**Hyperfine constants of 3d₃/₂ and 3d₅/₂ from Cr to Tl: cheaper levels against Dirac Hartree-Fock**

The table holds one-electron magnetic hyperfine constants over the nuclear g factor from Dirac-Coulomb Hartree-Fock (nl average, Fermi nucleus), their ratio, the small-component weight and the non-relativistic Hartree-Fock ⟨r⁻³⟩ for ten neutral atoms. The program tests the formula A/g_I = C·l(l+1)/[j(j+1)]·⟨r⁻³⟩ with a screened hydrogenic ⟨r⁻³⟩ (one constant fitted to all rows), with the Hartree-Fock value, and with hydrogenic Dirac factors. The non-relativistic formula is within 2 % of the Dirac value for 3d₅/₂ in all rows but 9.9 % low for 3d₃/₂ in Tl. The hydrogenic factor with the bare nuclear charge gives the ratio to within one unit of the last digit from Ba to Tl and falls short in the lighter rows, most in Zn, while it overshoots each constant separately by up to 4.4 %. Dirac ⟨r⁻³⟩ values inserted in the non-relativistic formula overshoot for Kr and Ba, and the small-component weight is not proportional to the relativistic excess of the ratio.

Calculated values. Neutral spherical atoms, B-spline radial atomic code 1, radial basis limit: Dirac-Coulomb Hartree-Fock averaged over the nl configuration, with a Fermi nucleus. The column <r⁻³> is from non-relativistic Hartree-Fock averaged over the configuration, with a point nucleus. A/g_I is the magnetic hyperfine constant of one electron over g_I = μ/(I μ_N), for open and closed shells alike.

## The fit in Python

```python
# Table: one-electron magnetic hyperfine constants A/g_I (MHz) of 3d3/2 and 3d5/2, B-spline radial code,
# Dirac-Coulomb Hartree-Fock (nl average, Fermi nucleus); <r^-3>(3d) from non-relativistic HF (point nucleus).
# Tested: cheaper levels against Dirac HF, and hydrogenic models of the ratio A(3/2)/A(5/2).
T = {
    'ion': ['Cr', 'Zn', 'Kr', 'Ru', 'Sn', 'Ba', 'Sm', 'Tm', 'Re', 'Tl'],
    'Z': [24, 30, 36, 44, 50, 56, 62, 69, 75, 81],
    'configuration': ['[Ar] 3d5 4s1', '[Ar] 3d10 4s2', '[Ar] 3d10 4s2 4p6', '[Kr] 4d7 5s1', '[Kr] 4d10 5s2 5p2', '[Xe] 6s2', '[Xe] 4f6 6s2', '[Xe] 4f13 6s2', '[Xe] 4f14 5d5 6s2', '[Xe] 4f14 5d10 6s2 6p1'],
    'A_lo': [431.3, 1448, 4111, 10670, 18510, 29500, 44430, 67600, 93180, 125000],  # MHz
    'A_hi': [182.5, 608.1, 1724, 4436, 7632, 12050, 17950, 26920, 36580, 48330],  # MHz
    'ratio': [2.363, 2.381, 2.385, 2.405, 2.425, 2.448, 2.475, 2.511, 2.547, 2.586],
    'r_m3': [2.839, 9.45, 26.69, 68.56, 117.8, 185.8, 276.3, 413.2, 560.2, 738.1],  # bohr⁻³
    'small_lo': [0.000127, 0.000298, 0.000635, 0.00124, 0.00181, 0.00248, 0.00326, 0.00431, 0.00531, 0.00643],
}
import numpy as np
from scipy import constants as k
from scipy.optimize import brentq, minimize_scalar
ion = T['ion']; Z = np.array(T['Z'], float); al = k.alpha
lo, hi, R, r3, sm = (np.array(T[c], float) for c in ('A_lo', 'A_hi', 'ratio', 'r_m3', 'small_lo'))
pc = lambda n: k.physical_constants[n][0]
C = k.mu_0/(4*np.pi)*2*pc('Bohr magneton')*pc('nuclear magneton')/(k.h*pc('Bohr radius')**3)/1e6
cl, ch = C*6/(1.5*2.5), C*6/(2.5*3.5); R0 = cl/ch
def F(kap, z, n=3, l=2):  # exact hydrogenic Dirac factor, point nucleus
    g = np.sqrt(kap**2-(z*al)**2); nr = n-abs(kap); N = np.sqrt(nr**2+2*nr*g+kap**2)
    return n**3*(2*l+1)*kap*(2*kap*(g+nr)-N)/(N**4*g*(4*g*g-1))
def Cas(j, z):  # Casimir factor (high-n limit)
    g = np.sqrt((j+.5)**2-(z*al)**2); return 4*j*(j+.5)*(j+1)/(g*(4*g*g-1))
rnd = lambda v, d: 0.5*10**(np.floor(np.log10(v))-(d-1))/v*100
p = lambda a, b: 100*(a/b-1)
print(f"C={C:.3f} MHz bohr^3; x8/5={cl:.2f}; x24/35={ch:.3f}; nonrel ratio={R0:.4f}")
print(f"F-1 per (Z alpha)^2, small Z: 3/2 {(F(2,1.)-1)/al**2:.3f}, 5/2 {(F(-3,1.)-1)/al**2:.3f}")
print(f"growth Cr->Tl: A3/2 x{lo[-1]/lo[0]:.0f}, A5/2 x{hi[-1]/hi[0]:.0f}, <r-3> x{r3[-1]/r3[0]:.0f}")
print(f"A/<r-3> Cr->Tl: 3/2 {lo[0]/r3[0]:.1f}->{lo[-1]/r3[-1]:.1f} ({p(lo[-1]/r3[-1],lo[0]/r3[0]):+.1f}%), 5/2 {hi[0]/r3[0]:.1f}->{hi[-1]/r3[-1]:.1f} ({p(hi[-1]/r3[-1],hi[0]/r3[0]):+.1f}%) MHz bohr^3")
Ze = (405*r3)**(1/3)
s = minimize_scalar(lambda s: np.sum(np.log((Z-s)**3/405/r3)**2), bounds=(5, 20), method='bounded').x
print(f"L1 fitted sigma={s:.2f}; row sigma range {min(Z-Ze):.2f}-{max(Z-Ze):.2f}")
E = {'L1lo': p(cl*(Z-s)**3/405, lo), 'L1hi': p(ch*(Z-s)**3/405, hi), 'L2lo': p(cl*r3, lo), 'L2hi': p(ch*r3, hi),
     'L3lo': p(cl*r3*F(2, Z), lo), 'L3hi': p(ch*r3*F(-3, Z), hi), 'L3blo': p(cl*r3*F(2, Z)/F(-3, Z), lo)}
fl = np.maximum(rnd(lo, 4), rnd(hi, 4))+rnd(r3, 4)
print("error vs Dirac HF, % (lo=3/2, hi=5/2; floor=rounding): ion Zeff sigma floor " + " ".join(E))
for i, a in enumerate(ion):
    print(f"{a} {Ze[i]:5.1f} {Z[i]-Ze[i]:5.2f} {fl[i]:.2f} " + " ".join(f"{E[c][i]:+6.2f}" for c in E))
print("worst: " + "; ".join(f"{c} {ion[np.argmax(abs(v))]} {v[np.argmax(abs(v))]:+.1f}%" for c, v in E.items()))
for t in (1, 2, 5):
    print(f"rows off by >{t}%: " + "; ".join(c+":"+(",".join(a for a, e in zip(ion, E[c]) if abs(e) > t) or "none") for c in ('L2lo', 'L2hi', 'L3blo')))
ex = p(R, R0); Rb = R0*F(2, Z)/F(-3, Z); Rs = R0*F(2, Ze)/F(-3, Ze); Rc = R0*Cas(1.5, Z)/Cas(2.5, Z)
Zn = np.array([brentq(lambda z: R0*F(2, z)/F(-3, z)-r, 1, 130) for r in R])
print("ion ratio excess% bareZ tab-bare screened Casimir Zneeded-Z small% (Zeff a)^2/36% excess/small")
for i, a in enumerate(ion):
    print(f"{a} {R[i]:.3f} {ex[i]:5.2f} {Rb[i]:.4f} {R[i]-Rb[i]:+.4f} {Rs[i]:.4f} {Rc[i]:.4f} {Zn[i]-Z[i]:+5.1f} {100*sm[i]:.4f} {100*(Ze[i]*al)**2/36:.4f} {ex[i]/(100*sm[i]):5.1f}")
print(f"ratio rounding floor 0.0005 ({0.05/R0:.3f}% of 7/3); max |ratio-A_lo/A_hi|={max(abs(R-lo/hi)):.4f}")
print("rms ratio misfit: " + ", ".join(f"{n} {np.sqrt(np.mean((R-m)**2)):.4f}" for n, m in (('bareZ', Rb), ('screened', Rs), ('Casimir', Rc))))
m = Z >= 36  # Cr, Zn left out: there 3d is a valence or outermost-d, weakly bound shell
b, a0 = np.polyfit(np.log(Z[m]), np.log(ex[m]), 1)
print(f"excess~Z^p: all rows p={np.polyfit(np.log(Z), np.log(ex), 1)[0]:.2f}; Kr-Tl p={b:.2f}; this fit gives Cr {np.exp(a0)*Z[0]**b:.2f}%, Zn {np.exp(a0)*Z[1]**b:.2f}%")
print(f"ratio slope per unit Z: Cr-Zn {(R[1]-R[0])/6:.4f}, Zn-Kr {(R[2]-R[1])/6:.4f}, Kr-Ru {(R[3]-R[2])/8:.4f}")
# Dirac <r^-3> of 3d3/2, 3d5/2 (bohr^-3) and orbital counts: further outputs of the same runs
for a, (x, y, nl, nk) in {'Kr': (27.35012, 26.42462, 8, 12), 'Ba': (202.7306, 185.8945, 12, 18)}.items():
    i = ion.index(a)
    print(f"L4 {a}: A3/2 {p(cl*x, lo[i]):+.2f}%, A5/2 {p(ch*y, hi[i]):+.2f}%, ratio {R0*x/y:.3f} vs {R[i]:.3f}; Dirac/nonrel <r-3> {p(x, r3[i]):+.2f}%, {p(y, r3[i]):+.2f}%")
    print(f"size {a}: orbitals {nl}->{nk}, radial functions {nl}->{2*nk}, orbital pairs {nl*(nl+1)//2}->{nk*(nk+1)//2}")
assert np.all(R > R0) and np.all(np.diff(R) > 0)
assert np.all(abs(E['L2hi']) < 2) and E['L2lo'][-1] < -8
assert np.all(abs(R-Rb)[Z >= 50] < 0.003) and np.all((R-Rb)[:3] > 0.003)
assert 1.7 < b < 2.3
```

Output:

```
C=95.411 MHz bohr^3; x8/5=152.66; x24/35=65.424; nonrel ratio=2.3333
F-1 per (Z alpha)^2, small Z: 3/2 0.401, 5/2 0.122
growth Cr->Tl: A3/2 x290, A5/2 x265, <r-3> x260
A/<r-3> Cr->Tl: 3/2 151.9->169.4 (+11.5%), 5/2 64.3->65.5 (+1.9%) MHz bohr^3
L1 fitted sigma=13.79; row sigma range 13.52-14.36
error vs Dirac HF, % (lo=3/2, hi=5/2; floor=rounding): ion Zeff sigma floor L1lo L1hi L2lo L2hi L3lo L3hi L3blo
Cr  10.5 13.52 0.05  -6.89  -5.69  +0.49  +1.78  +1.73  +2.16  +1.35
Zn  15.6 14.36 0.04 +10.95 +13.23  -0.37  +1.67  +1.57  +2.27  +0.98
Kr  22.1 13.89 0.05  +0.50  +2.71  -0.89  +1.29  +1.92  +2.15  +1.06
Ru  30.3 13.72 0.05  -2.57  +0.44  -1.91  +1.12  +2.28  +2.41  +1.00
Sn  36.3 13.73 0.07  -3.29  +0.52  -2.85  +0.98  +2.57  +2.65  +0.90
Ba  42.2 13.78 0.07  -3.88  +0.85  -3.85  +0.88  +2.95  +2.98  +0.85
Sm  48.2 13.81 0.05  -4.92  +0.86  -5.07  +0.71  +3.28  +3.29  +0.69
Tm  55.1 13.89 0.03  -6.15  +1.01  -6.69  +0.42  +3.64  +3.63  +0.43
Re  61.0 14.01 0.02  -7.21  +1.29  -8.22  +0.19  +3.98  +4.00  +0.17
Tl  66.9 14.14 0.05  -8.44  +1.49  -9.86  -0.08  +4.37  +4.37  -0.09
worst: L1lo Zn +11.0%; L1hi Zn +13.2%; L2lo Tl -9.9%; L2hi Cr +1.8%; L3lo Tl +4.4%; L3hi Tl +4.4%; L3blo Cr +1.4%
rows off by >1%: L2lo:Ru,Sn,Ba,Sm,Tm,Re,Tl; L2hi:Cr,Zn,Kr,Ru; L3blo:Cr,Kr
rows off by >2%: L2lo:Sn,Ba,Sm,Tm,Re,Tl; L2hi:none; L3blo:none
rows off by >5%: L2lo:Sm,Tm,Re,Tl; L2hi:none; L3blo:none
ion ratio excess% bareZ tab-bare screened Casimir Zneeded-Z small% (Zeff a)^2/36% excess/small
Cr 2.363  1.27 2.3535 +0.0095 2.3371 2.3494  +5.1 0.0127 0.0162 100.1
Zn 2.381  2.04 2.3649 +0.0161 2.3418 2.3585  +6.7 0.0298 0.0362  68.6
Kr 2.385  2.21 2.3791 +0.0059 2.3504 2.3698  +2.2 0.0635 0.0723  34.9
Ru 2.405  3.07 2.4025 +0.0025 2.3655 2.3884  +0.8 0.1240 0.1356  24.8
Sn 2.425  3.93 2.4234 +0.0016 2.3798 2.4051  +0.4 0.1810 0.1946  21.7
Ba 2.448  4.91 2.4475 +0.0005 2.3968 2.4243  +0.1 0.2480 0.2637  19.8
Sm 2.475  6.07 2.4749 +0.0001 2.4168 2.4462  +0.0 0.3260 0.3435  18.6
Tm 2.511  7.61 2.5114 -0.0004 2.4437 2.4753  -0.1 0.4310 0.4492  17.7
Re 2.547  9.16 2.5468 +0.0002 2.4701 2.5035  +0.0 0.5310 0.5503  17.2
Tl 2.586 10.83 2.5863 -0.0003 2.4997 2.5351  -0.0 0.6430 0.6613  16.8
ratio rounding floor 0.0005 (0.021% of 7/3); max |ratio-A_lo/A_hi|=0.0004
rms ratio misfit: bareZ 0.0063, screened 0.0556, Casimir 0.0296
excess~Z^p: all rows p=1.73; Kr-Tl p=1.98; this fit gives Cr 0.94%, Zn 1.47%
ratio slope per unit Z: Cr-Zn 0.0030, Zn-Kr 0.0007, Kr-Ru 0.0025
L4 Kr: A3/2 +1.56%, A5/2 +0.28%, ratio 2.415 vs 2.385; Dirac/nonrel <r-3> +2.47%, -0.99%
size Kr: orbitals 8->12, radial functions 8->24, orbital pairs 36->78
L4 Ba: A3/2 +4.91%, A5/2 +0.93%, ratio 2.545 vs 2.448; Dirac/nonrel <r-3> +9.11%, +0.05%
size Ba: orbitals 12->18, radial functions 12->36, orbital pairs 78->171
```
